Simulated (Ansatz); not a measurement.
## SrMg: the change of pressure with volume per atom

Periodic Kohn-Sham DFT of a crystal at fixed atoms; pressure and stress are positive in compression; the energy is the free energy less that of spherical unpolarised free atoms; site moments are those in the method's own spheres, positive along +z. The results are calculated, by Ansatz 0.2.0.

Cell of the first row (space group Pm-3m, No. 221):
```
CELL_PARAMETERS angstrom
3.82040 0.00000 0.00000
0.00000 3.82040 0.00000
0.00000 0.00000 3.82040
ATOMIC_POSITIONS crystal
Sr 0.50000 0.50000 0.50000
Mg 0.00000 0.00000 0.00000
```

Settings of every row: method all-electron PAW; functional LDA; relativity scalar; k mesh 9x9x9; filling fermi-dirac; smearing width 0.05 eV; nucleus gaussian.

Atom start moment: 0 on all atoms.

```
row  volume per atom (Å³)  pressure (GPa)
  1                 27.88           5.842
  2                28.473           4.964
  3                29.066           4.162
  4                29.363           3.788
  5                29.659            3.43
  6                29.956           3.088
  7                30.253           2.761
  8                30.846               ?
  9                31.439           1.586
```

Question: what pressure should row 8 give?

Worked fit of pressure. Take u = (V_r/V)^(2/3) − 1 with V_r = 29.511 Å³ an atom, which is twice the finite (Eulerian) strain; such expansions in the strain, on which the Birch-Murnaghan equation of state is built, carry the rest volume and the bulk modulus. The shown rows have u = 0.03863, 0.02416, 0.01018, 0.00336, -0.00333, -0.00993, -0.01642, -0.04131. Least squares give pressure = 3.6072 + 53.376 × u + 112.01 × u² + 103 × u³ GPa; a parabola predicts inner rows, each left out in turn, worse (root mean square 0.0017 against 0.00066 GPa). The rows lie off it by 0.000, 0.000, 0.000, 0.000, -0.001, 0.000, 0.000, 0.000. The withheld row has u = -0.02907, so the fit gives 3.6072 + 53.376 × (-0.02907) + 112.01 × (-0.02907)² + 103 × (-0.02907)³ = 2.148 GPa.

The calculation gave 2.148 GPa. The fit meets it to the printed digit.
